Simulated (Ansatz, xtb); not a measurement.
# Two isomers of C3H4BNO

Structure X is `B[C@@H]1O[C@H]1C#N`, a singlet and structure Y is `B[C@@H]1O[C@@H]1C#N`, a singlet. Both are isolated molecules in the gas phase, relaxed with PBE-D3(BJ)/def2-SVP; the shapes shown needn't be the lowest conformers.

X (Å):

```yaml
atoms:
  - { symbol: C, position_ang: [-1.6557, -0.6823, 0.1307] }
  - { symbol: C, position_ang: [-0.5068, -0.4326, 1.0944] }
  - { symbol: C, position_ang: [0.4227, -1.5172, 1.3575] }
  - { symbol: B, position_ang: [-1.9555, 0.5317, -0.7822] }
  - { symbol: N, position_ang: [1.1890, -2.3739, 1.5861] }
  - { symbol: O, position_ang: [-1.8226, -0.5545, 1.5643] }
  - { symbol: H, position_ang: [-2.1702, 1.6140, -0.2749] }
  - { symbol: H, position_ang: [-1.9016, 0.4051, -1.9888] }
  - { symbol: H, position_ang: [-1.7212, -1.7296, -0.2218] }
  - { symbol: H, position_ang: [-0.0552, 0.5775, 1.1605] }
```

Y (Å):

```xyz
10

C    -1.0695   -0.4994   -0.5599
C    -0.3635   -1.2466    0.5528
C    -0.4914   -0.8722    1.9545
B    -1.9231    0.7415   -0.1769
N    -0.5448   -0.5994    3.0926
O    -1.4765   -1.8112   -0.0846
H    -1.6802    1.8117   -0.6974
H    -2.7944    0.6358    0.6590
H    -0.5113   -0.5427   -1.5163
H     0.6268   -1.6789    0.3028
```

Energies in hartree; the thermal terms are from PBE-D3(BJ)/def2-SVP harmonic frequencies (ideal gas, rigid rotor, one conformer each, 298.15 K, 1 atm) and include the zero-point energy:

|  | X | Y |
| --- | --- | --- |
| E, CCSD(T)/def2-SVP | −270.502224 | −270.500844 |
| E, MP2/def2-SVP | −270.436023 | −270.434524 |
| E, MP2/def2-TZVPP | −270.932389 | −270.931245 |
| zero-point energy | 0.064497 | 0.064314 |
| H(298 K) − E | 0.071704 | 0.071555 |
| G(298 K) − E | 0.034904 | 0.034696 |

Question: Correct the CCSD(T) difference for the basis set by the MP2 change, then work out ΔE, ΔE₀, ΔH and ΔG for X → Y in kJ/mol (1 Eh = 2625.50 kJ/mol) and the equilibrium ratio [Y]/[X].

Answer: 1. Differences Y − X: CCSD(T) +0.001380, MP2 in the small set +0.001499, MP2 in the large set +0.001144 Eh.
2. ΔE = +0.001380 + (+0.001144 − (+0.001499)) = +0.001025 Eh = +2.69 kJ/mol.
3. ΔE₀ = ΔE + ΔZPE = +0.001025 + (−0.000183) Eh = +2.21 kJ/mol.
4. ΔH = ΔE + (−0.000149) Eh = +2.30 kJ/mol.
5. ΔG = ΔE + (−0.000208) Eh = +2.15 kJ/mol, so ΔS = (ΔH − ΔG)/T = +0.5 J/(mol K).
6. kT = 0.9442 mEh, so K = [Y]/[X] = exp(−ΔG/kT) = exp(−0.87) ≈ 0.42.

The two are too close for this level to say which is favoured. An error of 4 kJ/mol in ΔG would change K by a factor of 5. Mirror images and further conformers aren't counted.

As drawn, both hold the same kinds of bond in the same numbers.

Other levels gave ΔE = +1.6 (GFN2-xTB); +1.5 (HF/STO-3G, GFN2-xTB geometries); +2.5 (r2SCAN-D4/def2-SVP, GFN2-xTB geometries); +3.9 (PBE-D3(BJ)/def2-SVP); +2.3 (HF/def2-SVP); +3.9 (MP2/def2-SVP); +3.6 (CCSD(T)/def2-SVP) kJ/mol. The correlated steps freeze 6 core orbitals. Programs: Ansatz 0.2.0, xtb 6.7.1.

X is the trans and Y the cis form of an oxirane carrying BH2 and cyano groups, and every listed level puts the trans form slightly lower in electronic energy. With the same bonds and the same three-membered ring in both, ring strain and bond energies largely cancel, leaving mainly the interaction between the substituents. Crowding on one face probably costs the cis form a little, though weak attraction between the electron-poor boron and the nitrile π system may offset part of it. In both geometries the empty boron p orbital lies roughly parallel to the ring plane, where it can accept density from the ring's Walsh orbitals, so loss of this conjugation is unlikely to explain the gap. Vibrational and entropic terms barely alter the difference, as expected for such similar frameworks. The ratio describes equilibrium only: exchanging cis and trans requires breaking a bond, and no barrier was computed to show whether that equilibrium would be reached.
